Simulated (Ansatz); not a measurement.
# Work function changes by ordered Li, Ag, Ge, Sb, As, In and Pb adlayers on transition metals in PBE

The usual rule of thumb says that an adsorbed element less electronegative than the metal beneath it gives up electrons and lowers the work function, while a more electronegative one raises it. I test it on a brief of my own: a photocathode for light of 3.5 eV, made of a transition metal under at most half a monolayer of a second element. Its work function must not exceed 3.3 eV, so that at least 0.2 eV of photon energy is left over.

The deciding quantity is Φ upper, the energy from the Fermi level to the vacuum level outside the covered face, calculated with PBE. The change ΔΦ is measured against the plain lower face of the same slab, and a negative value means easier emission.

## Method

Ansatz 0.2.0, plane-wave Kohn-Sham DFT with its default PAW datasets at cutoffs of 420 eV, PBE (with D3(BJ) where the row says so). Thin slabs at the tabulated measured lattice constant are built by hand with 17 to 18 Å of vacuum; the upper layers are relaxed (forces under 0.015 eV/Å) and the lower ones held. A single point with k-spacing 0.10 to 0.11 Å⁻¹ (2π included), Fermi-Dirac smearing of 0.05 eV and a dipole correction gives both vacuum levels. Spin-polarised where magnetic elements are present, no spin-orbit coupling.

Notes on method and selection:

- Patterns and sites are set by hand; most are hypothetical and need not be the stable ones.
- Changes under about 0.15 eV are within the error of slabs this thin.
- Runs in which the search for lower states was switched off are not listed.
- Work functions and vacuum levels are read from the electrostatic potential (Hartree and local ionic parts), which a warning of a rough exchange-correlation potential in thin density does not concern.
- Sites and patterns name the starting structure; atoms can leave their sites in the relaxation.
- Error sizes named in these notes are rules of thumb and were not measured on these runs.
- The default PAW datasets of this version of Ansatz are the set soft_2.
- Runs that did not converge, have known faults or may not be shown are not listed, and runs on Ansatz's PAW sets soft_1 and soft_2 are kept to separate tables.

Columns:

- ΔX: Pauling electronegativity of the added element less that of the substrate (tabulated).
- coverage (ML): adsorbates per surface atom.
- height (Å): height of the adsorbate over the highest substrate atom.
- Φ lower (eV): work function of the plain lower face, held at bulk places.
- ΔΦ (eV): work function of the upper face less that of the plain lower face of the same slab.
- Φ upper (eV): work function of the upper face.

## The series

| member | ΔX | coverage (ML) | height (Å) | Φ lower (eV) | ΔΦ (eV) | Φ upper (eV) |
| --- | --- | --- | --- | --- | --- | --- |
| Pt(110)-(1x2)-Li, longbridge site, D3(BJ) | −1.30 | 0.50 | 1.28 | 5.36 | −1.60 | 3.75 |
| Ni(110)-(2x1)-Li, hollow site | −0.93 | 0.50 | 1.46 | 4.51 | −1.72 | 2.79 |
| Pd(111)-(2x2)-Ag, hcp site | −0.27 | 0.25 | 2.15 | 5.26 | −1.39 | 3.88 |
| Rh(110)-(1x2)-Ge, hollow site | −0.27 | 0.50 | 1.19 | 4.58 | 0.08 | 4.66 |
| Rh(111)-(2x1)-Sb, bridge site, D3(BJ) | −0.23 | 0.50 | 2.13 | 5.14 | −1.13 | 4.01 |
| Ir(110)-(2x1)-As, longbridge site | −0.02 | 0.50 | 1.40 | 4.93 | −0.56 | 4.38 |
| V(100)-c(2x2)-In, hollow site | 0.15 | 0.50 | 1.99 | 3.87 | 0.25 | 4.12 |
| Mo(100)-p(2x2)-Pb, hollow site | 0.17 | 0.25 | 1.67 | 3.96 | 0.35 | 4.31 |

Least-squares fits to the whole series, with x = ΔX; R² and errors in the fitted variable (y, or ln y where the fit is in ln y):

| y | members | fit | R² | rms residual | leave-one-out rms | the same for the mean of the others |
| --- | --- | --- | --- | --- | --- | --- |
| ΔΦ (eV) | 8 | y = −0.2747 + 1.304 x | 0.63 | 0.49 | 0.66 | 0.92 |
| Φ upper (eV) | 8 | y = 4.225 + 0.7030 x | 0.42 | 0.40 | 0.64 | 0.60 (fit no better) |

## Mechanism

The signs mostly follow the rule. Of the five rows with ΔX at or below −0.23, four lower the work function, by 1.13 to 1.72 eV; the fifth, germanium on rhodium, changes it by 0.08 eV, which is within the slab error. The two rows with positive ΔX raise it by 0.25 and 0.35 eV. For lead on molybdenum, however, the agreement depends on which electronegativity is used. The tabulated value for lead belongs to Pb(IV). That for Pb(II) is lower than molybdenum's, which would make ΔX negative and the increase of 0.35 eV an exception to the rule. The fit uses the Pb(IV) value too. Arsenic on iridium, with ΔX of −0.02, gets practically no prediction, yet lowers it by 0.56 eV.

The sizes follow less well. The fitted slope is 1.304 eV per Pauling unit, with a leave-one-out error of 0.66 eV against 0.92 eV for the mean of the others. A guess without electronegativity does as well: I give each covered face the mean Φ upper of the other rows and subtract its own Φ lower. Since Φ lower is known, the error is that of Φ upper, 0.60 eV. Moreover, the two clear increases occur on the two plain faces of lowest work function, 3.87 and 3.96 eV, so the substrate may matter as much as ΔX.

The change follows from the surface dipole,

$$\Delta\Phi = -\frac{e\,\mu}{\varepsilon_0 A},$$

where $\mu$ is the added dipole per adsorbate, positive when its positive end points outward, and $A$ is the area per adsorbate. Lithium gives much of its 2s charge to the metal, which makes $\mu$ positive. The smaller moments of the nickel surface atoms under lithium are consistent with this, although bonding alone can also reduce them.

An adsorbate can also push back the metal's electron tail, and electrons smooth themselves around a protruding atom. Both effects lower the work function without any net charge transfer, and electronegativity does not describe them. They may contribute to the arsenic result.

## Departures from the trend

Largest departures from the fit to the whole series:

| member | ΔΦ (eV) | fit | computed − fit | in rms residuals |
| --- | --- | --- | --- | --- |
| Pd(111)-(2x2)-Ag, hcp site | −1.39 | −0.63 | −0.76 | 1.6 |
| Rh(110)-(1x2)-Ge, hollow site | 0.08 | −0.63 | +0.71 | 1.4 |
| Rh(111)-(2x1)-Sb, bridge site, D3(BJ) | −1.13 | −0.57 | −0.56 | 1.1 |
| Mo(100)-p(2x2)-Pb, hollow site | 0.35 | −0.05 | +0.40 | 0.8 |

Silver on palladium and germanium on rhodium share ΔX = −0.27 but differ by 0.08 + 1.39 = 1.47 eV in ΔΦ. They miss the fit by similar amounts in opposite directions, but silver has the more surprising dipole. With surface-atom areas of √3 / 4 = 0.43 a² on fcc(111) and 1 / √2 = 0.71 a² on fcc(110), and nearly equal lattice constants a, its dipole relative to lithium on platinum is (1.39 × 0.43 / 0.25) / (1.60 × 0.71 / 0.50) = 1.05. A lithium-sized dipole is surprising for silver. The slab error is too small to explain it; the imposed pattern of separate atoms, 2.15 Å high, may. Real silver would tend to gather into islands.

Germanium sits lower, at 1.19 Å, which may shorten its dipole. Height is no general rule, however: indium at 1.99 Å raises the work function.

Antimony's final levels were not confirmed in the single point, but the relaxation ended without that warning and gave practically the same change. I therefore trust the number for this structure, with "bridge" naming only the starting site.

## Selection

I convert each Φ upper into the longest wavelength that can release an electron, $\lambda = hc/\Phi$ with $hc$ = 1240 eV nm. The lamp's 3.5 eV corresponds to 1240 / 3.5 = 354 nm, and the limit of 3.3 eV to 1240 / 3.3 = 376 nm.

Lithium on nickel reaches 1240 / 2.79 = 444 nm and passes as calculated. Lithium on platinum reaches 1240 / 3.75 = 331 nm and fails. The other six have work functions from 3.88 to 4.66 eV, or thresholds from 1240 / 3.88 = 320 nm down to 1240 / 4.66 = 266 nm, and fail as well.

For the error I allow 0.15 eV for the thin slab. PBE work functions of metals also tend to be too low, often by 0.1 to 0.3 eV. With 0.3 eV allowed for this, lithium on nickel has 2.79 + 0.15 + 0.3 = 3.24 eV, which is 3.3 − 3.24 = 0.06 eV under the limit. That is not the worst case. For some of the plain faces in the table, Mo(100) and Ir(110) among them, the calculated work function lies below the measured one by more than 0.3 eV, and how much of such an error carries over to a lithium-covered face is not tested here. With the full slab error, a PBE error above 3.3 − 2.79 − 0.15 = 0.36 eV would make lithium on nickel fail. It therefore passes as calculated, but not safely.

The yield is uncertain as well. Near threshold it follows Fowler's law, roughly $Y \propto (h\nu - \Phi)^2$. The calculated excess energy is 3.5 − 2.79 = 0.71 eV, and with both allowances it is 3.5 − 3.24 = 0.26 eV. The yield would then fall to (0.26 / 0.71)² = 0.13 of its calculated value, and further if the PBE error is larger.

My pick is lithium on nickel, the only row that meets the brief as calculated. The runner-up is lithium on platinum, though only nominally: silver on palladium lies 3.88 − 3.75 = 0.13 eV higher, which is within the slab error. The platinum row includes D3(BJ), which changes the work function only through the geometry, by an amount I expect to be under 0.1 eV. Neither the platinum nor the palladium row meets the brief.

If the calculated values were exact, the pick would be overturned once the lithium arrangement that really forms lowered the work function by less than 4.51 − 3.3 = 1.21 eV. That means losing 1.72 − 1.21 = 0.51 eV, or 30 % of the calculated lowering. With both error allowances, a loss of more than 0.06 eV is enough, or 0.06 / 1.72 = 3 %, and a larger PBE error could overturn the pick with no loss at all. The pattern was set by hand, so a different coverage, clustering or reaction with residual gas could do this.

## Conclusions and limits

In these eight rows, the tabulated ΔX runs from −1.30 to 0.17. In six of them both ΔX and the change are clearly different from zero. Five of the six follow the rule in sign, while lead on molybdenum does so only with the Pb(IV) electronegativity and breaks it with that of Pb(II). The size is not dependable either. Strongly electronegative adsorbates such as oxygen or the halogens are not in the table, and the rule is known to fail for some of them, especially when they sit low in the surface.

I know of no omitted effect larger than the full spread of ΔΦ, 0.35 + 1.72 = 2.07 eV. The largest is probably coverage: much sparser lithium would give back a large part of the 1.72 eV lowering on nickel. Oxidation of the lithium could shift it by several tenths of an eV, in a direction that depends on the oxygen dose.
